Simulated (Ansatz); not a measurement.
A series in volume scale on Cd

Results calculated with Ansatz 0.2.0, not measured. Free energy against uniform scaling of the volume at fixed shape and fractions; periodic cell, basis, potentials, k mesh and filling as listed.

The cell before it is scaled or strained (space group Fm-3m, No. 225):
```
CELL_PARAMETERS angstrom
0.00000 2.21820 2.21820
2.21820 0.00000 2.21820
2.21820 2.21820 0.00000
ATOMIC_POSITIONS crystal
Cd 0.00000 0.00000 0.00000
```

Settings of every row: functional PBEsol; dispersion none; potentials all-electron LAPW; k mesh 9x9x9; k shift 0x0x0; occupations fermi dirac; smearing width 0.1 eV; spin none; basis error target 0.0005 eV/atom.

Limits: coarse k mesh, up to 40 meV an atom off; the cell comes from a prototype or a list of computed structures and needn't be the stable phase.

| row | volume scale | V (Å³/atom) | energy above lowest point (meV/atom) |
| --- | --- | --- | --- |
| 1 | 0.94 | 20.519 | 1.9 |
| 2 | 0.97 | 21.174 | 0 |
| 3 | 1 | 21.829 | ? |
| 4 | 1.03 | 22.484 | 15.8 |
| 5 | 1.06 | 23.139 | 31 |

Question: what energy above lowest point should row 3 give?

Worked fit of energy above lowest point. Take u = (V_r/V)^(2/3) − 1 with V_r = 21.829 Å³ an atom, which is twice the finite (Eulerian) strain; such expansions in the strain, on which the Birch-Murnaghan equation of state is built, carry the rest volume and the bulk modulus. The shown rows have u = 0.04212, 0.02052, -0.01952, -0.03811. Least squares give energy above lowest point = 5.06 − 394.8 × u + 7556 × u² meV/atom; a straight line predicts inner rows, each left out in turn, worse (root mean square 7 against 0.37 meV/atom). The rows lie off it by 0.1, -0.1, 0.2, -0.1. Its lowest point lies at u = 0.0261, or V = 21 Å³ an atom, and the curvature there gives the bulk modulus at fixed shape and fractions, B = (4/9)(1 + u)² E″(u)/V = 54 GPa. The withheld row has u = 0, so the fit gives 5.06 − 394.8 × (0) + 7556 × (0)² = 5.1 meV/atom.

The calculation gave 5.1 meV/atom. The fit meets it to the printed digit.
